A magnetic dipole operator acts on one electron at a time and, in the non-relativistic limit, only turns angular momenta. It changes neither the radial function nor l. That leaves so little freedom that the M1 lines of a two-electron spectrum should be predictable from angular algebra and a few energies. How far does this hold for magnesium-like platinum, Pt⁶⁶⁺, where relativity reorganises the n = 3 shell? The table lists lines from a relativistic CI+MBPT calculation, with the results of four lines withheld.

Magnetic dipole lines of Pt66+ (Z = 78) from B-spline many-body code 1: no-pair Dirac CI+MBPT for two electrons outside a closed [He] 2s2 2p6 core, in the frozen-core Dirac-Hartree-Fock potential, with screened core-valence correlation, Breit and QED. The line elements include static RPA; the nuclear rms radius is 5.427 fm.

| upper | lower | reduced element bohr magnetons (Bohr magnetons) | wavelength (nm) | rate (s⁻¹) |
| --- | --- | --- | --- | --- |
| 3p2 3P1 | 3s2 1S0 | ? | ? | ? |
| 3s3p 3P1 | 3s3p 3P0 | ? | ? | ? |
| 3s3p 1P1 | 3s3p 3P0 | ? | ? | ? |
| 3s3p 3P2 | 3s3p 3P1 | ? | ? | ? |
| 3s3p 1P1 | 3s3p 3P1 | 0.5423 | 2.497 | 169900000 |
| 3p2 3P1 | 3p2 3P0 | 1.149 | 2.703 | 601600000 |
| 3s3d 3D1 | 3p2 3P0 | 0.02517 | 2.517 | 357200 |
| 3s3p 1P1 | 3s3p 3P2 | 0.8368 | 31.35 | 204400 |
| 3p3d 3D1 | 3s3p 3P2 | 0.03547 | 2.885 | 471000 |
| 3p3d 3D1 | 3s3p 1P1 | 0.02170 | 3.178 | 131900 |
| 3p3d 3P2 | 3s3p 1P1 | 0.05241 | 2.586 | 857100 |
| 3p3d 3D2 | 3s3p 1P1 | 0.02840 | 1.474 | 1358000 |
| 3p2 3P1 | 3p2 1D2 | 0.8312 | 490.9 | 52.51 |
| 3s3d 3D1 | 3p2 1D2 | 0.5020 | 34.09 | 57200 |
| 3s3d 3D2 | 3p2 1D2 | 0.1700 | 24.17 | 11040 |
| 3s3d 3D3 | 3p2 1D2 | 0.5298 | 8.684 | 1652000 |
| 3s3d 1D2 | 3p2 1D2 | 0.3316 | 7.705 | 1297000 |
| 3p2 3P2 | 3p2 1D2 | 1.124 | 2.562 | 405300000 |
| 3s3d 3D1 | 3p2 3P1 | 0.05337 | 36.63 | 521.1 |
| 3s3d 3D2 | 3p2 3P1 | 0.3514 | 25.43 | 40530 |
| 3s3d 1D2 | 3p2 3P1 | 0.2606 | 7.828 | 763900 |
| 3p2 3P2 | 3p2 3P1 | 1.246 | 2.575 | 490400000 |
| 3p2 1S0 | 3p2 3P1 | 0.7779 | 2.469 | 1084000000 |

The columns upper and lower name the two levels by configuration and LS term ²ˢ⁺¹L_J. The reduced element M is the magnitude of ⟨lower‖μ‖upper⟩ in Bohr magnetons μB, the wavelength λ is in nm, and the rate A is the M1 emission rate in s⁻¹. The three results are tied by A = μ₀ω³μB²M²/[3πħc³(2J+1)], with ω = 2πc/λ and J that of the upper level, or A = 2.70×10¹⁰ s⁻¹ × M²/[(2J+1)(λ/nm)³]. The known rows obey this to 0.09% of the tabulated rate or better, which is within rounding. The relation is built into the calculation and tests nothing, but it reduces each forecast to an element and an energy, E = 1239.84 eV nm/λ.

Both factors decide which lines are fast. The five known rates above 10⁸ s⁻¹ all combine an element between 0.54 and 1.25 μB with a wavelength of 2.5 to 2.7 nm. The line 3p² ³P₁–¹D₂ has an element of 0.8312 μB and yet only 52.51 s⁻¹, because it spans 2.53 eV; an error of 0.1 eV in so small a gap would shift its rate by about 12%. The line 3s3d ³D₁–3p² ³P₀ lies at 2.517 nm but is slow because its element is 0.025 μB.

The LS labels mislead. In LS coupling μ = −μB(L + 2S) joins only levels of one term, so 3s3p ¹P₁–³P₁ would vanish, whereas the table has 0.5423 μB. The recurring interval near 2.5 nm, 460 to 500 eV, is the splitting between 3p₁/₂ and 3p₃/₂. Read from the energies, 3s3p ³P₀ and ³P₁ are mainly 3s3p₁/₂, while ³P₂ and ¹P₁ are mainly 3s3p₃/₂; in 3p², ³P₀ is (p₁/₂)², ³P₁ and ¹D₂ are p₁/₂p₃/₂, and ³P₂ and ¹S₀ are (p₃/₂)². The elements agree with this reading. For 3p² ³P₁–³P₀ the table gives 1.149 μB, against 1.155 in pure jj coupling and 1.414 in pure LS. Over the seven known lines inside 3s3p or 3p² the table reaches 0.871 to 0.995 of the jj value (lowest for 3p² ³P₂–¹D₂, with 1.124 against 1.291), so jj is close but consistently too high, and an intermediate description is needed.

For 3s3p this takes two constants, a spin-orbit constant ζ of the 3p electron and an exchange energy K, one third of the Slater integral G¹(3s,3p). The levels of unique J lie at E(³P₀) = −ζ − K and E(³P₂) = ζ/2 − K. The two LS states with J = 1 have diagonal energies −ζ/2 − K (triplet) and +K (singlet) and are coupled by ζ/√2. They mix by an angle θ with tan 2θ = √2ζ/(2K + ζ/2), and the resulting levels lie at −ζ/4 ± a/2, where a² = (2K + ζ/2)² + 2ζ². The angle runs from 0 in LS coupling to 35.26° in jj coupling. Two known wavelengths fix both constants exactly, with nothing left to fit. The ¹P₁–³P₁ line gives a = 496.5 eV and the ¹P₁–³P₂ line gives b = 39.55 eV, where b = a/2 − 3ζ/4 + K. Eliminating K leaves a quadratic for ζ, with the solution ζ = 316.4 eV and K = 28.6 eV. Then tan 2θ = 447.5/215.4 and θ = 32.15°, so sin θ = 0.532 and cos θ = 0.847. Both constants are effective ones that absorb correlation and assume the same exchange integral for 3p₁/₂ and 3p₃/₂.

The elements follow because only the triplet part of each J = 1 level connects to ³P₀ and ³P₂. The LS values are √2 for ³P₀–³P₁ and √2.5 for ³P₁–³P₂; the lower J = 1 level carries the triplet with amplitude cos θ and the upper with sin θ. Between the two J = 1 levels the element is (√6/2) sin θ cos θ, from the difference of the Landé factors 3/2 and 1. No element entered θ, so two known rows test it: the table reaches 0.9945 of the model for ¹P₁–³P₂ and 0.9828 for ¹P₁–³P₁. The first line stays within 3s3p₃/₂ and its shortfall would vanish if θ were 31.95°. The second turns 3p₃/₂ into 3p₁/₂.

Sum rules show that a shortfall of this size is not peculiar to one line. The level 3p² ³P₁ is a pure triplet within its configuration, so the squared elements to all J = 0 levels should add to 2 and those to all J = 2 levels to 2.5, whatever the coupling. The two 3p² levels with J = 0, both reached by a jump between p₁/₂ and p₃/₂, collect 1.925, a factor 0.981 in the element. For J = 2 the two 3p² levels collect only 2.243, but adding 3s3d ³D₂ and ¹D₂ raises the sum to 2.435. The numbers thus show that 3s3d levels have taken over strength from 3p², which is the only way a one-electron operator can link configurations differing in two orbitals with elements as large as 0.35 μB. Theory offers a natural origin for the remaining 1 to 2%: the Dirac radial functions of 3p₁/₂ and 3p₃/₂ differ, and corrections of order (Zα)²/(2n²) are of that size for a screened charge near 70. That this is the whole cause is untested. For the forecasts the factor 0.9828 is taken over as an empirical correction for lines that cross between 3p₁/₂ and 3p₃/₂.

The simplest withheld line is ³P₂–³P₁. Its energy is a − b = 457.0 eV by the Ritz combination principle, so λ = 2.713 ± 0.001 nm; two closed loops among the known lines close to 0.07 and 0.05 eV, within the 0.1 eV that rounding leaves on a 2.5 nm line. This is bookkeeping and needs no model. The element is √2.5 × cos θ × 0.9828 = 1.316 ± 0.020 μB, and the rate 4.7×10⁸ s⁻¹ ± 3%.

The line ³P₁–³P₀ has a simpler relative, the 21 cm hyperfine line of hydrogen. There two angular momenta of ½ with different g factors couple to 0 or 1. The moment g₁j₁ + g₂j₂ splits into a part along the total J, which cannot change J, and a part ½(g₁ − g₂)(j₁ − j₂), which gives a reduced element (√3/2)(g₁ − g₂). For 3s (g = 2) and 3p₁/₂ (g = 2/3) this is 1.155, the jj value. The analogy ends in two places: the splitting here is mainly electrostatic exchange instead of a magnetic coupling, and the same exchange mixes a little 3s3p₃/₂ into the J = 1 level, for which hydrogen has no counterpart. With that mixing the element is √2 cos θ = 1.197. For a hydrogenic Dirac electron the g factors of s and p₁/₂ of the same n drop by equal amounts, so their difference is unchanged, and on this argument no correction is applied: 1.197 ± 0.015 μB.

The energy of this line is the model's real test. It equals 3ζ/4 − a/2 + K = 237.3 − 248.3 + 28.6 = 17.6 eV. The jj picture makes the result transparent: exchange lifts (s p₁/₂)₁ above ³P₀ by 2K/3 = 19.1 eV, and repulsion from the upper J = 1 level, some 500 eV away, pushes it back by about 1.5 eV. Pure jj, which ignores this repulsion, would set the gap to b/2 = 19.77 eV. Because a single K is doubtful, the bar is a tenth of the gap: 17.6 ± 1.8 eV, or 70 nm (64 to 79). The rate is 2.70×10¹⁰ × 1.197²/(3 × 70.54³) = 3.7×10⁴ s⁻¹, and the cube of the wavelength widens the range to 2.6 to 5.0×10⁴ s⁻¹.

The line ¹P₁–³P₀ is spin-forbidden by its labels, yet in jj terms it is a plain 3p₃/₂ → 3p₁/₂ jump and should be strong. The element is √2 × sin θ × 0.9828 = 0.740 ± 0.015 μB, below the jj value 0.816. Its energy is a + 17.6 = 514.1 eV, and the same uncertainty now weighs little: 2.412 ± 0.009 nm and 3.5×10⁸ s⁻¹ ± 5%.

The line 3p² ³P₁–3s² ¹S₀ is of another kind. It changes two orbitals and vanishes in both coupling limits for pure configurations. It lives on the 3p² part of the ground state. The Coulomb interaction couples 3s² to the LS state 3p² ¹S with strength G¹/√3 = √3K = 49.5 eV. That LS state is spread over the two 3p² levels with J = 0, and their known elements give the shares: the triplet amplitude of each is its element divided by √1.925, namely 0.828 for the lower level and 0.561 for the upper, and by orthogonality the singlet amplitudes are the same numbers exchanged. In first order the ground state acquires each level with amplitude equal to coupling over excitation energy, and brings along that level's element to ³P₁. The two contributions have opposite sign, since for degenerate levels they would rebuild a pure singlet with no element at all. The line exists only because spin-orbit splitting puts (p₁/₂)² much nearer to the ground state than (p₃/₂)².

The excitation energy has to be estimated, as none of the known lines ends on 3s². Promoting a 3s electron to 3d should cost about the same whether the spectator is 3s or 3p, so E(3s3d) − E(3s²) ≈ E(3p3d) − E(3s3p) for matching j values. Taking 3p3d ³D₁ as p₁/₂d₃/₂, it lies 390.1 + 496.5 = 886.6 eV above 3s3p ³P₁; 3s3d ³D₁ lies 33.8 eV above 3p² ³P₁, which places the latter at 853 eV. Eight such cycles through the three 3p3d levels, with jj identities inferred from the energies, scatter from 792 to 853 eV because exchange terms of tens of eV do not cancel. Their mean is 828 eV, with a bar of 35 eV, giving 1.50 ± 0.06 nm. The J = 0 levels then lie at 828 − 459 = 369 eV and 828 + 502 = 1330 eV, and the element is 1.149 × 49.5 × 0.561/369 − 0.7779 × 49.5 × 0.828/1330 = 0.086 − 0.024 = 0.062 μB. The forecast is 0.06 μB (0.045 to 0.09), a factor 1.4 either way, more likely above the centre because mixing with 3p3d should push ¹P₁ down and make the K from the 3s3p intervals too small. The rate is about 1×10⁷ s⁻¹ (0.5 to 2.3×10⁷).

The forecast order of rates is ³P₂–³P₁ > ¹P₁–³P₀ > 3p² ³P₁–3s² > ³P₁–³P₀. Apart from the Ritz wavelength, the bars are judgements scaled to the misfits of the known rows and have no statistical meaning.

The withheld rows as computed:

| upper | lower | reduced element bohr magnetons (Bohr magnetons) | wavelength (nm) | rate (s⁻¹) |
| --- | --- | --- | --- | --- |
| 3p2 3P1 | 3s2 1S0 | 0.06567 | 1.510 | 11260000 |
| 3s3p 3P1 | 3s3p 3P0 | 1.190 | 73.09 | 32590 |
| 3s3p 1P1 | 3s3p 3P0 | 0.7392 | 2.414 | 349100000 |
| 3s3p 3P2 | 3s3p 3P1 | 1.316 | 2.713 | 468000000 |

All twelve values fall inside their ranges and the order of rates is as forecast, but the count flatters the model. The rates follow from element and wavelength, one wavelength was a Ritz difference, and the ¹P₁–³P₀ energy repeats the ³P₁–³P₀ gap. Six numbers were at stake: four elements and two energies. Misses below are relative to the computed values.

The two lines that cross the 3p fine structure are matched closely. The element of ³P₂–³P₁ is 1.316 μB, equal to the forecast within rounding, and that of ¹P₁–³P₀ is 0.7392 μB, missed by +0.06%. Pure jj would have been off by −1.9% and +10.5%. Most of the second figure comes from a rotation of only 3°, the rest from the factor 0.983: the small 3s3p₁/₂ part of ¹P₁ interferes destructively through the large 1.155 element, while the same mixing adds to the ³P₁–³P₀ line. These rows show that one factor near 0.983 serves three crossing lines of 3s3p. They do not reveal its origin, and agreement finer than a few tenths of a per cent is partly luck for a model of two constants. The angle itself is borne out by the run: the triplet weight it lists for the lower J = 1 level equals cos²θ for 32.15° to three figures.

The element of ³P₁–³P₀ is 1.190 μB, so the forecast was 0.62% high, well beyond rounding. The computed value is 0.994 of √2 cos θ, practically the factor 0.9945 found for ¹P₁–³P₂, the other line that keeps the j of the 3p electron; using it would have given 1.191. That match need not mean a common origin: the hydrogenic g factors of s and p₃/₂ drop unequally, so a shortfall is expected for ¹P₁–³P₂, while those of s and p₁/₂ drop equally. Screening spoils this equality only on the scale of the 3s–3p₁/₂ energy over mc², a few parts in 10⁴, so the cause of the 0.6% is not identified, and the smaller angle of 31.95° would worsen the miss. The squared elements from ³P₀ to both J = 1 levels add to 1.963 of 2 and those from ³P₂ to 2.432 of 2.5. These sums do not depend on θ, so no choice of angle removes the deficit.

The largest miss is the rate of this same line, +12.7%, and it comes from the energy. The gap is 16.96 eV against 17.58 eV, an error of 0.62 eV that makes the forecast wavelength 3.5% short. The factor (73.09/70.54)³ = 1.112 times the squared element ratio 1.012 reproduces the miss. With three intervals and two constants the sp model is overdetermined, and it fails by 0.6 eV in a multiplet 514 eV wide; pure jj would have been 2.8 eV high. The level list of the run shows where the failure arises. On the plain CI energies, where a = 501.7 eV and b = 39.79 eV, the same model meets the CI gap of 17.64 eV to 0.05 eV. Different exchange integrals for 3p₁/₂ and 3p₃/₂ and mixing with 3p3d, both contained in that CI, thus cost little together. The miss enters with the step that adds core-valence correlation, Breit and QED: it lowers this gap by 0.68 eV but b by only 0.24 eV, a pattern that one ζ and one K cannot follow. The magnetic Breit interaction between the two valence electrons is a natural candidate, but the run does not separate the three additions. The same energy error costs only about 0.1% in the ¹P₁–³P₀ wavelength.

For the two-electron line the energy is 821.1 eV, 6.7 eV below the mean of the cycles and far inside their scatter, and the element is 0.06567 μB, missed by −5.0%; the rate is missed by −7.5%. With the computed energy the denominators become 362 and 1323 eV and the estimate rises to 0.088 − 0.024 = 0.064 μB, so about two of the five per cent were the energy. The rest has the forecast sign, but a 3% remainder in one row does not confirm the argument about K. Weak M1 elements can also be sensitive to negative-energy states, which a no-pair calculation omits, and their effect on this line and on the 3p3d–3s3p lines of 0.02 to 0.05 μB is untested. The factor 1.4 proved much wider than needed. The strength lent to the ground state is 0.0657² = 0.004, too little to close the J = 0 sum of 1.925.

For a neighbouring magnesium-like ion the model gives the direction of change. Exchange grows about linearly with the screened charge and spin-orbit splitting about as its fourth power, so a heavier ion has θ nearer 35.26°. As long as the two correction factors stay near their values here, the ³P₁–³P₀ element drifts down towards about 1.15 (1.155 × 0.994), the ¹P₁–³P₀ element up towards about 0.80 (0.816 × 0.98), and the rates of the crossing lines climb steeply as ζ³, while the ³P₁–³P₀ gap follows K and changes slowly. In light ions, where ζ is small against the electrostatic term splittings, the two 3p² levels with J = 0 become nearly pure ³P and ¹S, so each borrowed term of the 3p²–3s² line shrinks and the line fades. None of these rates is an inverse lifetime. The J = 1 levels of 3s3p decay to the ground state by E1, and only for a level such as ³P₂, with no E1 route open, is the M1 line a leading channel, alongside higher multipoles.

The working rule from these four lines is to ignore the spin labels, take θ from two intervals, and build the error bar of a rate from both the element, whose relative error counts twice, and the energy, whose relative error counts three times. An element inside a configuration came out within 1%, and a borrowed one to about 5% in the single case tried, while an energy error δE costs 3δE/E in the rate: 0.6 eV is harmless at 500 eV and worth 11% at 17 eV.
